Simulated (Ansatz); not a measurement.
**Electrons against holes in NaF (computed with Ansatz 0.2.0)**

Space group Fm-3m (No. 225), 2 atoms in the cell of the first input below: a = 3.286 Å, b = 3.286 Å, c = 3.286 Å, α = 60.00°, β = 60.00°, γ = 60.00°.

The structure is a measured one, not always of the ambient phase, taken without relaxation (pressure 1.7 GPa with this functional, without spin–orbit coupling). Functional: PBE.

Spin–orbit coupling is left out. Kohn–Sham gap on the run's mesh: 6.27 eV (the true one may be smaller).

The states of the whole zone with their velocity products:

```yaml
crystal:
  lattice:
    - [0.0, 2.3233012604, 2.3233012604]
    - [2.3233012604, 0.0, 2.3233012604]
    - [2.3233012604, 2.3233012604, 0.0]
  atoms:
    - { symbol: Na, position: [0.0, 0.0, 0.0] }
    - { symbol: F, position: [0.5, 0.5, 0.5] }
basis:
  ecutwfc: 420
  ecutrho_ratio: 4
kpoints:
  mp_grid: { grid: [12, 12, 12] }
hamiltonian:
  xc: pbe
scf:
  occupations: { method: gaussian, width: 0.05 }
output:
  forces: true
  stress: true
  eigenvalues: true
  states_by_energy: { minimum_broadening: 0.025 }
```

```bash
ansatz run input.yaml --threads 4 --pin off --max-ram 9216MiB --backend cpu --events-out ev --progress --plain --runs-dir out
```

Time: 23 s on 4 threads of Arm Neoverse V2, on a shared host, peak memory 0.75 GiB.

From that table, at a constant relaxation time τ with Fermi–Dirac weights and rigid bands:

```
T (K)  doping (cm⁻³)  μ − E_F (eV)  σ_xx/τ (10²⁰/Ω m s)  S_xx (μV/K)  Lorenz (10⁻⁸ V²/K²)  ħω_p,xx (eV)
  300         n 1e19         3.142              0.00491         -228                 1.92         0.155
  300         p 1e19        -3.013             0.000407          628                 1.86         0.045
  300         n 1e20         3.268               0.0481          -77                 2.23         0.485
  300         p 1e20        -3.073              0.00407          430                 1.87         0.141
  300         n 1e21         3.736                0.434          -18                 2.43         1.458
  300         p 1e21        -3.139               0.0402          238                 1.93         0.443
  600         n 1e19         3.083              0.00484         -314                 1.87         0.154
  600         p 1e19        -2.828             0.000357          727                 1.78         0.042
  600         n 1e20         3.252               0.0477         -136                 2.05         0.483
  600         p 1e20        -2.948              0.00357          529                 1.78         0.132
  600         n 1e21         3.733                0.433          -36                 2.38         1.456
  600         p 1e21        -3.071               0.0354          333                 1.80         0.416
  900         n 1e19         3.005              0.00476         -366                 1.86         0.153
  900         p 1e19        -2.618              0.00031          783                 1.53         0.039
  900         n 1e20         3.225               0.0471         -180                 1.97         0.480
  900         p 1e20        -2.797               0.0031          585                 1.53         0.123
  900         n 1e21         3.727                0.431          -53                 2.32         1.453
  900         p 1e21        -2.978               0.0307          388                 1.53         0.388
```

Q: Which of the dopings listed at 300 K has the largest power factor S²σ/τ along x?

A: n 1e19: 0.26, p 1e19: 0.16, n 1e20: 0.28, p 1e20: 0.75, n 1e21: 0.14, p 1e21: 2.3 (10¹¹ W/m K² s), so p 1e21 cm⁻³, if τ is the same for all.

Caveats: crystals with gaps this wide can seldom be doped to such densities with both signs of carrier, so the rows show what the bands would give; melting, decomposition and changes of phase at these temperatures weren't checked; no scattering is computed, and the gap isn't corrected.

At every listed temperature and density, electrons give about ten times or more the σ/τ of holes, while holes have the larger Seebeck coefficient in magnitude. The conduction-band minimum is a dispersive, s-like state spread over both ions, whereas the valence band consists of compact F 2p orbitals that overlap weakly, so holes are heavy. Their large density of states also keeps them far less degenerate at equal doping, and since S enters squared, this outweighs the poor conductivity in the power factor at the highest density. On heating, the hole Lorenz number falls to 1.53 and σ/τ drops too, probably because the thermal window begins to sample the finite width of the F 2p band.

The favourable p-type power factor is a property of the rigid bands rather than a prediction for NaF. Holes in alkali fluorides are known to self-trap, localising on a pair of halide ions as the lattice relaxes, and then move by hopping, which a fixed lattice with delocalised Bloch states cannot describe.
